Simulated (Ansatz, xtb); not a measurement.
Ligand exchange: C3H5N + C3H9BO → C3H5NO + C3H9B

Species: C3H5N (propanenitrile) `CCC#N`, singlet; C3H9BO `CC(C)BO`, singlet; C3H5NO (3-hydroxypropionitrile) `N#CCCO`, singlet; C3H9B `BC(C)C`, singlet. The partners trade H for OH: C–H and B–OH bonds give way to C–OH and B–H.

Shapes, held fixed at every level: PBE0-D4/def2-TZVP. Flexible molecules stand in one conformer, not always the lowest. Programs: Ansatz 0.2.0, xtb 6.7.1. The zero-point and thermal change to 298 K, harmonic and unscaled (PBE0-D4/def2-TZVP), is -8.3 kJ/mol.

```
                level                   kind  ΔH(298 K) (kJ/mol)  less CCSD(T)/CBS estimate
             GFN2-xTB         semi-empirical              +165.3                      -62.3
          HF/def2-SVP           Hartree–Fock              +223.6                       -4.0
    PBE-D4/def2-TZVPP                    GGA              +224.2                       -3.4
  BHLYP-D4/def2-TZVPP          global hybrid              +225.8                       -1.8
r2SCAN0-D4/def2-TZVPP          global hybrid              +228.2                       +0.6
    B2PLYP/def2-TZVPP          double hybrid              +228.5                       +0.9
       MP2/def2-TZVPP    perturbation theory              +233.6                       +6.0
      CCSD/def2-TZVPP  coupled cluster or CI              +226.5                       -1.1
 CCSD(T)/CBS estimate  coupled cluster or CI              +227.6                        0.0
```

The highest level, CCSD(T)/CBS estimate, gives ΔH(298 K) = +227.6 kJ/mol; the levels span +165.3 to +233.6. GFN2-xTB strays far from the other rows. The column of differences is taken from that level and isn't an error. No measured value is set beside it here. The CBS estimate extrapolates MP2 from def2-TZVPP and def2-QZVPP and adds CCSD(T) − MP2 in the triple-zeta set, cores frozen.

Moving the hydroxyl group from boron to carbon is strongly endothermic, at +227.6 kJ/mol, and every level agrees on the sign. The main reason is the exceptional strength of the B–OH bond. It is strongly polar, and an oxygen lone pair donates into the empty p orbital on boron. The saturated carbon that receives the hydroxyl has no comparable acceptor orbital, while the borane left behind regains an electron-poor centre that hydride cannot stabilise by π donation. The nitrile group, one carbon removed from the new C–O bond, is probably little more than an inductive spectator.

Both sides are closed-shell and contain the same number of bonds, so much of the correlation energy cancels. This suggests why Hartree–Fock already lies close to the coupled-cluster values, though its small basis may also help. The energies support a strong thermodynamic preference for hydroxyl on boron between these separate molecules. They don't cover dimerisation of the free borane through hydride bridges or its binding to the nitrile nitrogen, either of which would shift the balance in a real mixture.
